Does an ion lose correlation energy steadily as electrons are stripped from it, and if not, which ionization breaks the rule? For highly charged Gd at the MP2 level a few sizes carry the answer. A pair of electrons within the L shell or within 3d is worth roughly 7 to 15 mhartree, so an electron normally takes several tens of mhartree with it. Against this, a 2p orbital empty in both spins gives back about 55 mhartree, and an empty 3d orbital a net 28 or so.

Calculated values. PySCF 2.14.0, MP2 correlation energies of Gd ions in their ground configurations, each from one real unrestricted Hartree-Fock determinant of highest spin. Spin-free X2C one-electron Hamiltonian, Gaussian nucleus, even-tempered basis scaled to each ion. Gd36+ to Gd45+ have 1s² 2s² 2p⁶ frozen; Gd54+ to Gd62+ have all electrons correlated.

| species | electrons | configuration | functions by l | MP2 (mhartree) | same-spin share |
| --- | --- | --- | --- | --- | --- |
| Gd36+ | 28 | [Ar] 3d10 | 18s 13p 8d 4f 3g | -779.7 | 0.336 |
| Gd37+ | 27 | [Ar] 3d9 | 18s 13p 8d 4f 3g | -718.9 | 0.328 |
| Gd38+ | 26 | [Ar] 3d8 | 18s 13p 8d 4f 3g | -649.1 | 0.321 |
| Gd39+ | 25 | [Ar] 3d7 | 18s 13p 8d 4f 3g | -594.2 | 0.326 |
| Gd40+ | 24 | [Ar] 3d6 | 18s 12p 8d 4f 3g | -548.0 | 0.348 |
| Gd41+ | 23 | [Ar] 3d5 | 18s 12p 8d 4f 3g | -501.4 | 0.379 |
| Gd42+ | 22 | [Ar] 3d4 | 18s 12p 7d 4f 3g | -488.1 | 0.336 |
| Gd43+ | 21 | [Ar] 3d3 | 18s 12p 7d 4f 3g | -472.5 | 0.293 |
| Gd44+ | 20 | [Ar] 3d2 | 18s 12p 7d 4f 3g | -468.5 | 0.266 |
| Gd45+ | 19 | [Ar] 3d1 | 18s 12p 7d 4f 3g | -483.0 | 0.259 |
| Gd54+ | 10 | [Ne] | 19s 13p 6d 5f 4g | -445.5 | 0.233 |
| Gd55+ | 9 | [He] 2s2 2p5 | 19s 13p 6d 5f 4g | -377.9 | 0.213 |
| Gd56+ | 8 | [He] 2s2 2p4 | 19s 13p 6d 5f 4g | -312.0 | 0.205 |
| Gd57+ | 7 | [He] 2s2 2p3 | 19s 13p 5d 5f 4g | -246.1 | 0.221 |
| Gd58+ | 6 | [He] 2s2 2p2 | 19s 13p 5d 5f 4g | -245.2 | 0.126 |
| Gd59+ | 5 | [He] 2s2 2p1 | 19s 13p 5d 5f 4g | -252.3 | 0.056 |
| Gd60+ | 4 | [He] 2s2 | 19s 8p 5d 5f 4g | -267.4 | 0.017 |
| Gd61+ | 3 | [He] 2s1 | 19s 8p 5d 5f 4g | -72.5 | 0.031 |
| Gd62+ | 2 | 1s2 | 17s 7p 4d 3f 3g | -65.0 | 0.000 |

The MP2 column is the correlation energy, quoted below as a magnitude E. The same-spin share s splits it into a same-spin part sE and an opposite-spin part (1 − s)E. The table holds two series whose totals are not comparable, because the runs for Gd36+ to Gd45+ freeze 1s² 2s² 2p⁶ and those for Gd54+ to Gd62+ correlate all electrons.

The smooth expectation comes from the 1/Z expansion. A second-order pair energy is a squared repulsion integral over an excitation energy; the integral scales as Z and a gap to a higher shell as Z², so the ratio hardly depends on charge and E should follow the number of pairs. A gap within one shell vanishes for hydrogenic orbitals and grows only as Z without relativity, so such an excitation is unusually strong. It needs vacancies, however, and an up-down pair needs a vacancy of each spin. A high-spin shell loses its down electrons first, so theory puts the break just below half filling, in the opposite-spin part.

## Gd36+ to Gd41+, the smooth stretch

From 3d¹⁰ to 3d⁵ each ionization costs 46 to 70 mhartree. Every removed down electron loses nine up partners, five in 3d and four in 3s and 3p. A least-squares line of the opposite-spin part against the number of up-down pairs in these six rows has a slope of 4.60 mhartree per pair and misses by at most 4.3 mhartree. That miss is well above rounding, so the line is a yardstick only for breaks much larger than it.

The same-spin share is largest at Gd41+, which suggests that the same-spin part grows towards the half-filled shell. The split shows that it does not. From Gd40+ to Gd41+ the same-spin part stays put, 190.7 against 190.0 mhartree, while the opposite-spin part drops from 357.3 to 311.4. The peak is made by the shrinking total.

## Gd42+ to Gd45+, the first break

At Gd42+ the loss per electron falls from 46.6 to 13.3 mhartree; the total is smallest at Gd44+ and rises by 14.5 at Gd45+. The same-spin part does not cause the kink but works against it: its loss per electron jumps from 0.7 to 26.0 mhartree. In this method it is a sum over the up and the down electrons separately, and the numbers show each sum depending almost only on its own occupation: the four steps below 3d⁵ repeat the first four below 3d¹⁰ to within 3.5 mhartree. The remaining differences may come from the particular real orbitals that each determinant occupies, which is a guess.

The opposite-spin part turns round and grows in all four steps. It lies above the continued line by 27.6 mhartree at Gd42+ and 116.6 at Gd45+, which is 28 to 29 for each 3d orbital empty in both spins. The basis loses a d function at Gd42+, exactly at the kink. The excess keeps growing evenly over four rows with the same function counts, so that change does not explain it.

The pair energies of the same runs locate the gain. Between 3d¹⁰ and 3d³ the 3d-3d pairs lose 384.6 mhartree while the 3p-3p pairs gain 148.2, although the 3p shell keeps its six electrons. The standard cause is 3p² → 3d², which conserves parity and stays within n = 3. Same-spin versions open as soon as two holes of one spin exist. Together with the falling number of same-spin partners, they can explain why the same-spin steps dwindle towards the end of each half shell.

A least-squares fit of the 3p-3p energy in five rows (3d¹⁰, 3d⁹, 3d⁶, 3d⁴, 3d³) to a constant and two hole-pair counts holds within 1.5 mhartree. It gives 8.2 mhartree per up-down pair of holes. Each new up hole meets five down holes, so it adds about 41 mhartree near half filling. Carried on to 3d¹, the fit falls clearly short of the 3p-3p energy of that run, so the gain per hole pair is not constant. The table's 28 is smaller because it is a net figure: in the same steps other pairs, chiefly 3p-3d, lose more energy than the continued line allows for.

## Gd54+ to Gd57+, smooth again

The L shell repeats the pattern more cleanly, with losses of 67.6, 65.9 and 65.9 mhartree. Its same-spin part follows pair counting throughout. Two constants fitted by least squares to all nine rows from Gd54+ to Gd62+, one per 1s-valence pair and one per valence pair, leave residuals of 0.2 mhartree at most, the size of the rounding. Any break in this series therefore belongs to the opposite-spin part.

The baseline for that part is a + b·n(core) + c·n(↑↓) + d·n(hole). Here n(core) counts the n = 2 electrons and n(↑↓) their up-down pairs. The count n(hole) covers the ways a 2s electron can be raised into a 2p hole of its own spin while a 2p electron of the other spin is excited. The fit uses Gd54+ to Gd57+, Gd61+ and Gd62+, where 2s² → 2p² is blocked or absent, and misses by up to 3.3 mhartree. Gd61+ and Gd62+ are reproduced by construction, since they alone fix a and b.

## Gd58+ to Gd60+, the second break

Gd60+ was outside the fit and has n(core) = 2, n(↑↓) = 1 and n(hole) = 0. With a = 65.0, b = 5.3 and c = 14.8 mhartree the baseline is 65.0 + 2 × 5.3 + 14.8 = 90.4 mhartree. The constants trade against each other and serve only for this extrapolation.

The table gives 267.4 × (1 − 0.017) = 262.9 mhartree for the same quantity. The excess is 172.5 mhartree, or 57.5 for each of three empty 2p orbitals. About two thirds of the correlation energy of this four-electron ion is thus the break itself.

Gd58+ and Gd59+, with one and two empty orbitals, give 54.3 and 56.5 mhartree per orbital, so the excess counts orbitals. The 2s-2s pair energy checks this directly: above a line through its values in Gd54+ to Gd56+ it stands at 54.8 per orbital in Gd59+ and 56.9 in Gd60+. A baseline without the hole term fits worse and yields a smaller excess, further from these pair values.

Gd57+ and Gd58+ differ by only 0.9 mhartree because a same-spin loss of 23.5 meets an opposite-spin gain of 22.6. The order of the two totals means nothing. Both runs use the same basis, so this break is no basis effect.

Theory gives the order of magnitude. Each empty orbital contributes K²/(2Δε), with the hydrogenic exchange integral K = (15/512)Z = 1.88 hartree. The 2s-2p orbital gap Δε is about 14 hartree from unscreened hydrogenic repulsion integrals plus 22 hartree from the j-averaged Dirac splitting. This gives about 50 mhartree, and in the spin-free model relativity supplies more than half of the gap that holds the mixing down. With spin-orbit coupling, which these runs lack, the hydrogenic 2p1/2 level coincides with 2s, so relativity adds no such gap towards that subshell.

The same estimate shows the limit of second order. The 2p² amplitude K/(2Δε) is only about 0.03, so the near-degeneracy is mild in the spin-free model. Towards 2p1/2 in the real ion it is closer, and the size of the break need not carry over. Replacing twice the orbital gap by the energy difference between the 2s² and 2p² determinants still raises the estimate from 50 to 64 mhartree, so the MP2 size of the break is not quantitative.

## Gd61+ and Gd62+

Removing one 2s electron destroys the 2s² pair, and E falls by 194.9 mhartree, of which that pair is 96 %. The last step of 7.5 mhartree crosses to a smaller, tighter basis and is not purely the 2s electron, an uncertainty that b inherits. The 1s pair is inflated in Gd54+ to Gd62+ by the missing two-electron picture change. In Gd62+ CCSD differs from MP2 by well under 1 mhartree, so in that row the order of perturbation theory is not at fault.

Both kinks sit at half filling because the determinants are spin-free and of highest spin. Gd38+ to Gd44+ and Gd56+ to Gd58+ are close to jj coupling, where these are model states. The vacancy argument carries over to the real ions, but vacancies then open by j subshell, and the breaks need not fall at 3d⁵ and 2p³.
